\section*{Kelvin--Planck and Clausius: a proof that fails, and its repair}

Kelvin--Planck: no cyclic device has, as its sole effect, the withdrawal of heat from one reservoir and the delivery of equal work. Clausius: no cyclic device has, as its sole effect, the transfer of heat from a colder to a hotter reservoir. Watch the words ``sole effect''.

All heats and works are magnitudes in kJ, with the direction given in words. The reservoirs are at $T_h=800$ K and $T_c=300$ K. A steam engine E takes $Q_h=1000$ kJ per cycle at efficiency $\eta=0.40$, a value chosen as typical of large steam plant, so
\begin{equation}
W=\eta Q_h=400\ \mathrm{kJ},\qquad Q_c=Q_h-W=600\ \mathrm{kJ}.
\end{equation}
A hypothetical pump P lifts $q=200$ kJ per cycle from cold to hot with no work, which violates Clausius. The size $q$ is illustrative.

\subsection*{The wrong attempt}

\textbf{What follows is wrong, and so is its conclusion.} Couple the devices and run each through one cycle:
\begin{equation}
n=1 \quad\text{pump cycle per engine cycle (wrong).}\label{bad}
\end{equation}
The hot reservoir loses $Q_h-q=800$ kJ, the cold one gains $Q_c-q=400$ kJ, and the work is 400 kJ, so
\begin{equation}
\eta_{\rm comp}=\frac{W}{Q_h-q}=0.500 .
\end{equation}
The composite rejects heat and stays below the Carnot value $1-T_c/T_h=0.625$. The reservoirs gain entropy,
\begin{equation}
\Delta S=-\frac{Q_h-q}{T_h}+\frac{Q_c-q}{T_c}=+0.333\ \mathrm{kJ/K}.
\end{equation}
Wrong answer: the composite is an allowed engine, a workless pump can coexist with Kelvin--Planck, and the statements are not equivalent.

\subsection*{The symptom}

\emph{Question: Why one cycle of the pump? It costs nothing to run it again.}

That exposes it. With $n$ pump cycles per engine cycle the work is unchanged and
\begin{equation}
\eta_{\rm comp}=\frac{W}{Q_h-nq},\qquad
\Delta S=\sigma_E-nq\left(\frac1{T_c}-\frac1{T_h}\right),\label{gen}
\end{equation}
where $\sigma_E=Q_c/T_c-Q_h/T_h=0.750$ kJ/K is produced by E and each pump cycle destroys 0.417 kJ/K.

\begin{center}
\begin{tabular}{ccccc}
$n$ & from hot (kJ) & to cold (kJ) & $\eta_{\rm comp}$ & $\Delta S$ (kJ/K)\\ \hline
1 & 800 & 400 & 0.500 & $+0.333$\\
2 & 600 & 200 & 0.667 & $-0.083$\\
3 & 400 & 0 & 1.000 & $-0.500$
\end{tabular}
\end{center}

The verdict ``allowed'' flips between $n=1$ and $n=2$. By Eq.~(\ref{gen}) it flips at a pumped heat of $\sigma_E/(1/T_c-1/T_h)=360$ kJ, where $\eta_{\rm comp}$ reaches Carnot. Whether one law implies another cannot depend on how often we cycle a device. At $n=1$ the irreversibility of the steam engine simply hid the pump.

\subsection*{The faulty line}

It is Eq.~(\ref{bad}). The arithmetic after it is correct, but the composite leaves 400 kJ in the cold reservoir. It has two thermal effects, and Kelvin--Planck speaks directly only of devices with one. The attempt took a test that did not apply for a test that had been passed.

\subsection*{The mended calculation}

Match the heats at the cold reservoir:
\begin{equation}
nq=Q_c\quad\Rightarrow\quad n=3 .
\end{equation}
The cold reservoir is unchanged and both devices return to their initial states. The hot reservoir loses
\begin{equation}
Q_h-nq=Q_h-Q_c=W=400\ \mathrm{kJ},
\end{equation}
all of it turned into work, for any $\eta>0$. A Clausius violator yields a Kelvin--Planck violator, so Kelvin--Planck implies Clausius.

\emph{Question: What if $Q_c/q$ is not an integer?}

E is the ordinary device, and we may choose its size so that $Q_c=q$.

\emph{Question: Could we match at the hot side?}

Yes. $nq=Q_h$ gives $n=5$: the hot reservoir is unchanged, the cold one loses $nq-Q_c=400$ kJ, and this appears as work, with $\Delta S=-1.333$ kJ/K. Either reservoir may be the one left unchanged.

For the converse we match work. Let a Kelvin--Planck violator turn $W=400$ kJ from the hot reservoir into work, and feed all of it to an ordinary refrigerator with coefficient of performance $K=0.30$, an illustrative value below the reversible limit $T_c/(T_h-T_c)=0.600$. It takes $KW=120$ kJ from the cold reservoir and delivers $(1+K)W=520$ kJ to the hot one, whose net gain is
\begin{equation}
(1+K)W-W=KW=120\ \mathrm{kJ}.
\end{equation}
No net work remains, and heat has gone from cold to hot as the sole effect. So Clausius implies Kelvin--Planck.

\emph{Question: You used entropy and Carnot's bound. Is that not circular?}

It would be, inside the proof, since both descend from the second law. The two constructions used only energy conservation, cyclic operation and the existence of ordinary engines and work-driven refrigerators. Entropy served as a diagnostic afterwards.

\emph{Question: Where does positive temperature enter?}

In that refrigerator. Take two negative temperatures, as Ramsey discussed in 1956; the hotter has the smaller $|T|$. Taking $Q_c'$ from the colder and delivering $Q_h'$ to the hotter requires
\begin{equation}
\Delta S=\frac{Q_c'}{|T_c|}-\frac{Q_h'}{|T_h|}\ge0
\quad\Rightarrow\quad Q_h'\le Q_c'\,\frac{|T_h|}{|T_c|}<Q_c' .
\end{equation}
This refrigerator must deliver work and cannot absorb it, so the converse construction fails. The workless case $Q_h'=Q_c'$ is still forbidden, while turning heat $Q$ from one such reservoir wholly into work gives $\Delta S=Q/|T|>0$. Clausius survives and Kelvin--Planck in the form above does not.

\subsection*{Size of the error}

These are the model's numbers, per engine cycle, with $\eta$ chosen as typical and $q$ illustrative. The slip leaves 400 kJ in the cold reservoir instead of none, as much as the whole work output. It doubles the heat drawn from the hot side, 800 against 400 kJ, and so halves the efficiency, 0.500 against 1.000. It gives $\Delta S=+0.333$ instead of $-0.500$ kJ/K, off by $(Q_c-q)(1/T_c-1/T_h)=0.833$ kJ/K and wrong in sign, which reverses the verdict.